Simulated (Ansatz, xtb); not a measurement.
# Two isomers of C2H2AlFTe

We compare a, `[F][Al]1[CH]=C[Te]1`, a singlet, with b, `C#[C][Al]([F])[TeH]`, a singlet. Both are isolated molecules in the gas phase, relaxed with B3LYP-D3(BJ)/def2-SVP; the shapes shown needn't be the lowest conformers.

a (Å):

```yaml
atoms:
  - { symbol: C, position_ang: [-0.8439, -0.0129, 1.8326] }
  - { symbol: C, position_ang: [-1.0629, 0.2981, 0.5397] }
  - { symbol: Al, position_ang: [-1.9808, -1.5653, 1.8477] }
  - { symbol: F, position_ang: [-2.4633, -2.7298, 2.9281] }
  - { symbol: Te, position_ang: [-2.4278, -1.0264, -0.5876] }
  - { symbol: H, position_ang: [-0.1827, 0.5885, 2.4643] }
  - { symbol: H, position_ang: [-0.6334, 1.1429, -0.0149] }
```

b (Å):

```xyz
7

C     1.5403   -1.0895    1.3367
C     0.4213   -0.7065    1.0331
Al   -1.2917   -0.0974    0.5018
F    -2.5689   -0.1574    1.5681
Te   -1.6685    0.8096   -1.8143
H     2.5245   -1.4281    1.6088
H    -3.2795    1.0809   -1.4589
```

Energies in hartree; the thermal terms are from B3LYP-D3(BJ)/def2-SVP harmonic frequencies (ideal gas, rigid rotor, one conformer each, 298.15 K, 1 atm) and include the zero-point energy:

|  | a | b |
| --- | --- | --- |
| E, CCSD(T)/def2-SVP | −685.764455 | −685.758469 |
| E, MP2/def2-SVP | −685.715475 | −685.709291 |
| E, MP2/def2-TZVPP | −686.506490 | −686.497398 |
| zero-point energy | 0.034173 | 0.028880 |
| H(298 K) − E | 0.041099 | 0.037156 |
| G(298 K) − E | 0.002381 | −0.004872 |

**Question.** Correct the CCSD(T) difference for the basis set by the MP2 change, then work out ΔE, ΔE₀, ΔH and ΔG for a → b in kcal/mol (1 Eh = 627.51 kcal/mol) and the equilibrium ratio [b]/[a].

**Answer.** 1. Differences b − a: CCSD(T) +0.005986, MP2 in the small set +0.006184, MP2 in the large set +0.009092 Eh.
2. ΔE = +0.005986 + (+0.009092 − (+0.006184)) = +0.008894 Eh = +5.58 kcal/mol.
3. ΔE₀ = ΔE + ΔZPE = +0.008894 + (−0.005293) Eh = +2.26 kcal/mol.
4. ΔH = ΔE + (−0.003943) Eh = +3.11 kcal/mol.
5. ΔG = ΔE + (−0.007253) Eh = +1.03 kcal/mol, so ΔS = (ΔH − ΔG)/T = +29.1 J/(mol K).
6. kT = 0.9442 mEh, so K = [b]/[a] = exp(−ΔG/kT) = exp(−1.74) ≈ 0.18.

Structure a is favoured at this temperature. An error of 1 kcal/mol in ΔG would change K by a factor of 5.4. HF/def2-SVP gave ΔE the other sign. Mirror images and further conformers aren't counted.

As drawn, b has 1 C≡C, 1 Te–H in place of 1 C=C, 1 C–Te, 1 C–H. Structure a has a 4-membered ring, b no ring.

Other levels gave ΔE = +9.1 (GFN2-xTB); +2.1 (HF/STO-3G, GFN2-xTB geometries); +9.1 (r2SCAN-D4/def2-SVP, GFN2-xTB geometries); +6.4 (B3LYP-D3(BJ)/def2-SVP); −2.9 (HF/def2-SVP); +3.9 (MP2/def2-SVP); +3.8 (CCSD(T)/def2-SVP) kcal/mol. The correlated steps freeze 12 core orbitals; the filled d shell of Te is correlated, in a basis made for valence electrons. Atoms past krypton carry core potentials in the def2 sets, without spin–orbit terms. Programs: Ansatz 0.2.0, xtb 6.7.1.

The ring isomer a is lower in electronic energy, but vibration and entropy erode most of that advantage, leaving a free-energy preference of only +1.03 kcal/mol. Going to b gains a second C–C π bond and releases ring strain, at the cost of a C–Te bond and the exchange of a strong C–H bond for a weak Te–H bond. Tellurium's long bonds and its tolerance of narrow, largely p-based angles probably keep the strain in a modest. The softer Te–H vibrations help explain the lower zero-point energy of b, while its open skeleton has looser bending and torsional motions that raise its entropy. Warming should therefore shift the balance towards b.

Electron correlation reverses the Hartree–Fock order, probably because the compact ring brings more electron pairs close to the polarisable tellurium. The energetic preference for a is thus better supported than the precise equilibrium ratio. Nor does that ratio show that the isomers would interconvert, since this requires hydrogen migration and C–Te cleavage, for which no barrier was computed.
